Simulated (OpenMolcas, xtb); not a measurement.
## CF2 (SMILES F[C]F): methods side by side

The species is CF2 (3 atoms), meant as a singlet with charge 0. As SMILES, `F[C]F`. The coordinates come from a GFN2-xTB relaxation.

```xyz
3

F     0.3969    1.0328    0.3328
C     0.3268   -0.2722    0.1497
F    -0.7238   -0.7606   -0.4825
```

Quantity: the dipole moment, in D. The values are calculated.

```tsv
level	kind	program	value (D)	CPU time
GFN0-xTB	semi-empirical	xtb	0.94	under 2 s
GFN2-xTB	semi-empirical	xtb	0.72	under 2 s
HF/STO-3G	Hartree–Fock	OpenMolcas	1.05	1.3 s
UHF/STO-3G	Hartree–Fock	OpenMolcas	0.66	1.8 s
SVWN5/STO-3G	LDA	OpenMolcas	1.62	2.3 s
PBE/STO-3G	GGA	OpenMolcas	1.59	2.5 s
PW91/cc-pVDZ	GGA	OpenMolcas	1.11	2.9 s
PW91/cc-pCVDZ	GGA	OpenMolcas	1.11	3.3 s
PW91/cc-pVTZ	GGA	OpenMolcas	1.05	8.7 s
PW91/cc-pCVTZ	GGA	OpenMolcas	1.04	22 s
```

The values span 0.66 to 1.62 D. Spin contamination of the reference (⟨S²⟩ at least 0.1 too high) touches UHF/STO-3G. Magnitudes only: a small dipole may point the other way at some levels. Sets without polarisation functions give poor dipoles. Times are those of the runs behind each value, whatever else they computed, on shared processors of several kinds: orders of magnitude only.

The dipole of singlet CF2 is a small remainder of opposing terms. The electronegative fluorines draw σ density from carbon, while π back-donation into the empty carbon p orbital and the in-plane carbon lone pair work against that polarity, so modest shifts in density change the net moment appreciably. Within PW91, going from double- to triple-zeta lowers it only from 1.11 to 1.05 D, and core-correlating functions hardly matter, as expected for a valence property. The match between HF/STO-3G and PW91/cc-pVTZ is probably a cancellation of errors.

This basis-set stability does not imply accuracy: the PW91 values lie well above the measured gas-phase moment. A likely contributor is the GFN2-xTB structure, whose F–C–F angle is much wider than that known for the singlet and closer to that of the triplet. Opening the angle changes both the vector sum of the bond moments and the s character of the lone pair. The values therefore describe this fixed geometry rather than the equilibrium singlet.
